## Question

Gallium phosphide, a semiconductor, was calculated with nine density functionals. A functional is the approximate recipe for the exchange and correlation energy of the electrons. Every row uses the same crystal cell, with the atoms in the same places.

ABINIT 10.8.3, plane-wave Kohn-Sham DFT with PAW and spin-orbit coupling, no dispersion correction; GaP (F-43m), fixed cell with cubic edge 5.4505 Å. Cutoffs 544.228 eV for the waves and 1088.46 eV for the fine grid, 8×8×8 k mesh, Fermi-Dirac smearing of 0.05 eV. Gaps are read along the path Γ–X–W–K–Γ–L–U–W–L–K.

```csv
functional,potentials,gap on path (eV),direct gap on path (eV)
LDA,JTH PAW LDA v2.0,1.415,1.576
PBE,JTH PAW PBE v2.0,1.569,1.797
revPBE,JTH PAW PBE v2.0,1.632,1.888
RPBE,JTH PAW PBE v2.0,1.657,1.921
HCTH407,JTH PAW PBE v2.0,1.955,2.121
LDA-PZ,JTH PAW LDA v2.0,1.410,1.577
LDA-Teter,JTH PAW LDA v2.0,1.410,1.576
LDA-VWN,JTH PAW LDA v2.0,1.413,1.576
WC,JTH PAW PBE v2.0,1.436,1.675
```

The "gap on path" is the smallest energy from any filled state to any empty state along a line through k space, the space of electron wave vectors. The "direct gap on path" is the smallest such energy with both states at the same wave vector.

WC, PBE, revPBE and RPBE form a family. They share their potentials and their correlation part, and differ only in exchange. The potentials were made for PBE, so the atomic cores stay those of PBE in all four rows. The same calculations also give the pressure in the cell, positive if the cell pushes outward: −0.5 GPa for WC, 2.5 for PBE, 4.1 for revPBE and 4.6 for RPBE.

Three explanations are offered for the growth of the gap along this family:

- **A.** Functionals that prefer a larger lattice give a larger gap.
- **B.** The functionals describe the uniform electron gas differently.
- **C.** The functionals let exchange respond differently to gradients of the density.

(a) Decide between them, using limiting cases where possible. (b) Check how well your choice reproduces the PBE gap in the table, starting only from the gaps of WC and RPBE. (c) Say whether LDA and HCTH407 belong to the same trend.

## Model answer

**(a)** Explanation A looks excellent at first. A straight line of gap against pressure, fitted to the four family rows, misses none of them by more than 2 meV. Yet A needs the lattice to change, and here the change of volume from row to row is exactly zero. A preference that the cell is not allowed to follow cannot move the bands. Pressure and gap run together because both respond to the functional.

For B, take the limit of a perfectly even density. There the exchange of all four family members becomes that of the uniform gas, and their correlation is the same to begin with, so B leaves them nothing to differ by. The four LDA rows give a sense of scale: exchanging one standard formula for the energy of that gas for another moves the gap by at most 5 meV, while the family spans 0.221 eV.

C remains, and within the family it names the only ingredient that was changed. Exchange in these functionals is the uniform-gas value times an enhancement factor. This factor grows with the reduced gradient s, which measures how quickly the density varies on the scale of the local electron wavelength. For weak gradients all four factors start with the same s² term. They part at moderate gradients, where the enhancement rises from WC through PBE and revPBE to RPBE, and both gaps rise in that order.

An electron in a box shows why such a change can open a gap. A small bump in the potential at the centre raises the lowest state, which is densest there, and hardly touches the second, which has a node there; the spacing shrinks. A bump a quarter of the way along raises the second state about twice as much as the first, and the spacing grows. In the same way, a changed exchange potential shifts each band according to where its electrons sit. The analogy carries this weighting only: in the crystal the change is spread over the whole cell and the density readjusts. That the gap of GaP widens is read from the table, not derived from the box.

**(b)** Suppose that the gap changes in proportion to the enhancement at one typical value of s. The unknown constant of proportionality cancels if PBE is placed as a share of the way from WC to RPBE.

1. Take s = 1. The enhancement above the uniform-gas value is 0.22/(1 + 0.22/0.80) ≈ 0.17 for PBE. The corresponding formulas give about 0.14 for WC and 0.19 for RPBE.
2. With unrounded values, PBE stands 64 % of the way from WC to RPBE.
3. The estimated gap is 1.436 + 0.64 × 0.221 ≈ 1.58 eV.

The table has 1.569 eV, a value that the estimate did not use. The agreement depends on the choice of s, however: at s = 2 the share drops to 38 % and the estimate to about 1.52 eV. The model therefore supports the order and the rough spacing of the rows, but it is no precise predictor. A functional with the same correlation, and with the average of PBE and revPBE exchange, should in this cell give a gap between theirs.

**(c)** Neither belongs to it. LDA is the tempting case, since it has no gradient enhancement at all and might seem to be the natural end of the series. Carried to zero enhancement at s = 1, the line through WC and RPBE arrives at 0.87 eV, whereas LDA gives 1.415 eV.

The limit of weak gradients suggests the reason. In PBE the gradient term of exchange is set to cancel that of correlation when the density varies slowly, so that the functional returns to LDA behaviour. The extrapolation removes the exchange term and keeps its counterweight; LDA has neither. The potentials also change between LDA and the family, and the line is carried far outside the range of the rows that set it. The table cannot separate these effects.

HCTH407 stands apart in another way. It changes correlation as well as exchange, and its lowest empty state lies elsewhere in k space. The change of place does not itself explain the larger gap, since the state that is lowest in the other rows must here lie higher still. In the other eight rows the path finds a gap 45 to 52 meV smaller than the regular mesh of k points does, so their lowest empty state falls between mesh points. This suits the known conduction minimum of GaP near the point X. In HCTH407 path and mesh agree, so its minimum sits on a mesh point or very close to one. The point L is a plausible guess, which the band energies at L and X would test.

## Remarks on the reasoning

**A closer fit is not a better cause.** Within the family, pressure follows the gap more closely than the exchange model of part (b) does. An answer that ranks explanations by their misfit would choose A. What decides is how the calculation was set up: the volume was held and the exchange was changed. Rows outside the family give a warning too, since the pressure line puts HCTH407 0.37 eV too low. The printed output after this text shows that fit and its misses.

**The order holds for this cell.** If each functional were given its own preferred lattice, a real volume effect would come on top. The direct gap of GaP rises with compression by roughly 0.1 eV per GPa, a recalled figure. Relaxing the cell would then lower the PBE direct gap by about 0.25 eV and raise that of LDA by about 0.28 eV. In the table PBE leads LDA by 0.221 eV, so their order could reverse. Anyone who compares gaps from two sources should first ask whether the cells were the same.

**The largest gap is not proof of the best bands.** The measured gap of GaP is roughly 2.3 eV, again a recalled figure, and functionals of this kind are known to give gaps that are too small. HCTH407 comes nearest, but with its lowest empty state in a different place from the other rows. A good answer notices that one number can improve while the band structure behind it changes character.

Printed output of the fit:

```
share of the way from WC to RPBE, and mesh gap less path gap:
        row  gap_percent  direct_gap_percent  pressure_percent  mesh_less_path_meV
        LDA       -9.502              -40.24            -44.93               47.93
        PBE        60.18               49.59             59.03               46.94
     revPBE        88.69               86.59             88.76                45.3
       RPBE          100                 100               100               44.81
    HCTH407        234.8               181.3              66.3              -0.175
     LDA-PZ       -11.76              -39.84            -43.95               50.89
  LDA-Teter       -11.76              -40.24             -43.1               51.27
    LDA-VWN       -10.41              -40.24            -46.12               51.76
         WC            0                   0                 0                48.7
gap, RPBE less WC (eV): 0.221
direct gap, RPBE less WC (eV): 0.246
exchange model at s of 1, share reached at PBE (percent): 63.61
exchange model at s of 1, share reached at revPBE (percent): 89.84
exchange model at s of 2, share reached at PBE (percent): 37.77
exchange line at s of 1 carried to zero enhancement, gap (eV): 0.8712
spread of the gap over the four LDA rows (meV): 5
spread of the direct gap over the four LDA rows (meV): 1
gap, PBE less LDA (eV): 0.154
direct gap, PBE less LDA (eV): 0.221
gap, WC less LDA (eV): 0.021
direct gap, WC less LDA (eV): 0.099
gap, HCTH407 less PBE (eV): 0.386
direct gap, HCTH407 less PBE (eV): 0.324
rough change of the PBE direct gap if its cell relaxed, at a recalled 0.1 eV/GPa (eV): -0.2541
rough change of the LDA direct gap if its cell relaxed, at a recalled 0.1 eV/GPa (eV): 0.2775
fit of gap_on_path on 4 rows (fam == 1): constant 1.457 +/- 0.0013, coefficient of press 0.04318 +/- 0.0004; rms 0.00113, worst PBE -0.00195, leave-one-out rms 0.00354
  rows outside the fit (model, value, miss): LDA 1.338, 1.415, -0.0775; HCTH407 1.583, 1.955, -0.372; LDA-PZ 1.34, 1.41, -0.0703; LDA-Teter 1.342, 1.41, -0.0685; LDA-VWN 1.335, 1.413, -0.0781
```
